What a free atom costs: seven questions

A free atom is the common starting point for bond energies, and its own energy depends on its spin state. The table lists six atoms, calculated with the PBE functional. The energy over elements is the cost per atom of making free atoms from the element in its standard state. The spin moment, in μB, counts unpaired electrons, and the level gap separates the highest filled orbital from the lowest empty one.

Single free atoms in a periodic box of 15 × 15.5 × 16 Å, calculated with Ansatz 0.2.0 using PBE, plane-wave PAW, scalar-relativistic, with collinear spin, a 420 eV cutoff, one k point, Gaussian smearing of 0.005 eV and symmetry switched off. Energies over elements are taken at zero smearing, relative to the elements' standard states in the same functional.

```
species  starting moment  energy over elements (eV/atom)  spin moment (μB)  level gap (eV)
     Al             1 μB                           3.434              1.00           0.332
      B             1 μB                           6.248              1.00           0.546
      C             2 μB                           7.863              2.00           0.513
      N             3 μB                           5.283              3.00           4.168
     Si             2 μB                           4.557              2.00           0.242
      W             4 μB                           8.396              6.00           1.559
```

1. Which atom is the most expensive to set free?

Tungsten costs the most, at 8.4 eV, about 2.4 times as much as aluminium, which costs the least. Theory explains this by the number of electrons that can bond. Tungsten brings six outer electrons, and in the metal they fill mostly the bonding half of the d band. Aluminium has only three outer electrons to hold its metal together. The same argument fits the steps from aluminium to silicon and from boron to carbon, where one more bonding electron goes with a higher cost.

2. What changes if the element is replaced by the one below it?

The cost falls in both pairs that the table offers. Boron costs 2.8 eV more than aluminium, and carbon 3.3 eV more than silicon. The outer shell has the same number of electrons within each pair, so the count used above does not explain the difference. The usual explanation is size: 2p orbitals are compact, so atoms come closer and their orbitals overlap strongly. Carbon also forms good π bonds sideways between neighbours, which silicon does poorly.

3. Nitrogen costs less than carbon. Are its bonds weaker?

They are not, because the two atoms leave different things behind. Carbon leaves a solid in which each atom has several neighbours, whereas nitrogen leaves a molecule with a single partner. A fair comparison shares the cost among the links to nearest neighbours. Each link belongs to two atoms, so an atom with z neighbours owns z/2 links:

energy per link = 2 × energy over elements / z

Take z = 1 for N₂, z = 3 for carbon in graphite, its standard state, and z = 4 for silicon:

N₂: 2 × 5.283 / 1 = 10.57 eV
graphite: 2 × 7.863 / 3 = 5.24 eV
silicon: 2 × 4.557 / 4 = 2.28 eV

The order of nitrogen and carbon is now reversed, and the N₂ link is worth twice the graphite link. This agrees with the chemist's picture of a triple bond in N₂, a single bond with a share of π bonding in graphite, and a plain single bond in silicon. Nothing was fitted here; the sharing is a way of counting, and it includes whatever energy the free atoms gain or lose by changing their spin state. It fails for aluminium, tungsten and boron, whose bonding electrons are spread over more than two atoms. The strong N₂ link is also one reason why nitride layers in chips are often grown with a plasma or with ammonia rather than with plain nitrogen gas.

4. Why do the moments run 1, 2, 3 from boron to nitrogen?

The three atoms have one, two and three electrons in the 2p shell, which has three orbitals. For orbitals of a given shape, electrons with parallel spins keep further apart and repel each other less, so they take separate orbitals before any of them pair. This is Hund's rule, and aluminium and silicon repeat the first two steps one row lower. The shell occupations of the same calculations confirm that, within each of these atoms, all the outer p electrons have the same spin.

5. Does the starting moment decide the result?

It did not for tungsten, which began with 4 μB and ended with 6. The starting moment is only a first guess that the calculation may leave. The final atom has five 5d electrons and one 6s electron, all parallel. The real atom prefers four 5d and two 6s electrons, with four spins unpaired, but only by a few tenths of an eV (a rough recalled value).

A likely reason for that preference is spin-orbit coupling, which this calculation leaves out; no run here tests it. It splits the state with four unpaired spins into several levels and pushes the lowest one down, while the state with six has no orbital moment and is hardly affected. If this is the reason, including it would lower the free atom and, taken alone, reduce tungsten's cost. The metal would shift as well, so the net change needs a calculation of both.

6. Why is nitrogen's level gap so much larger than carbon's?

The two gaps measure different things. Nitrogen's 2p shell is half full, so the next electron would have to enter with opposite spin and lose the advantage of parallel spins. The calculation shows this directly: the gap is 4.2 eV, while the nearest empty level of the same spin lies about 8 eV up. Tungsten, with half-filled 5d and 6s shells, also has its lowest empty level in the other spin.

In boron, carbon, aluminium and silicon the p shell still has room for the same spin. Their gaps, at most 0.55 eV, separate filled from empty p orbitals that are equivalent in a real atom. Moving an electron from one to the other would cost nothing there, apart from small spin-orbit effects. The splitting arises because a partly filled p shell is not round. The approximate functional turns this uneven charge into an uneven potential, in which the filled and empty p orbitals no longer have the same energy. None of the gaps in the table, nitrogen's and tungsten's included, should be read as an excitation energy.

7. Which digits can be trusted?

The third decimal describes this calculation, not nature. PBE is known to bind N₂ too strongly: the measured cost is roughly 4.9 eV per atom (recalled), so the table is too high by about 0.4 eV, of which zero-point motion explains only a small part. An error of that size spoils the first decimal but leaves nitrogen between the calculated values for silicon and boron.

Aluminium and carbon carry a different doubt, since the program warns that their atoms may not have reached the lowest state. Their shell occupations are the ones expected for it, so any further drop should be small. A lower atom would be cheaper to make, so aluminium would remain last. Carbon would have to drop by 1.6 eV to fall below boron, far more than a change of state within its p shell should bring. The least secure place is the first, because tungsten leads carbon by only 0.5 eV and lacks its spin-orbit coupling. The printed output after these notes lists all the steps.

A practical rule follows for anyone who uses such energies, for instance to judge how readily a metal for contacts or wiring evaporates. Ask first what the atom leaves behind and which spin state it ends in, and then treat differences of about half an eV as undecided.

Printed output of the fit:

```
Moments and kinds of gap:
  row  moment_muB  unpaired_electrons  gap_eV  same_spin_gap_eV  same_spin_less_gap_eV
   Al           1                   1   0.332            0.3317                -0.0003
    B           1                   1   0.546            0.5459                 -8e-05
    C           2                   2   0.513            0.5132                0.00022
    N           3                   3   4.168              7.95                  3.782
   Si           2                   2   0.242            0.2422                0.00018
    W           6                   6   1.559             2.676                  1.117
Cost of W less cost of Al (eV per atom): 4.962
Cost of W over cost of Al (ratio): 2.445
Step from Al up to Si (eV per atom): 1.123
Step from Si up to N (eV per atom): 0.726
Step from N up to B (eV per atom): 0.965
Step from B up to C (eV per atom): 1.615
Step from C up to W (eV per atom): 0.533
Cost of B less cost of Al (eV per atom): 2.814
Cost of B over cost of Al (ratio): 1.819
Cost of C less cost of Si (eV per atom): 3.306
Cost of C over cost of Si (ratio): 1.725
Energy to split one N2 molecule, one link (eV): 10.57
Cost per link in graphite (eV): 5.242
Cost per link in silicon (eV): 2.279
N2 link over graphite link (ratio): 2.016
Graphite link over silicon link (ratio): 2.301
N value less rough recalled measured 4.9 (eV per atom): 0.383
Smallest gap among B C Al Si (eV): 0.242
Largest gap among B C Al Si (eV): 0.546
Gap of N over largest gap among B C Al Si (ratio): 7.634
```
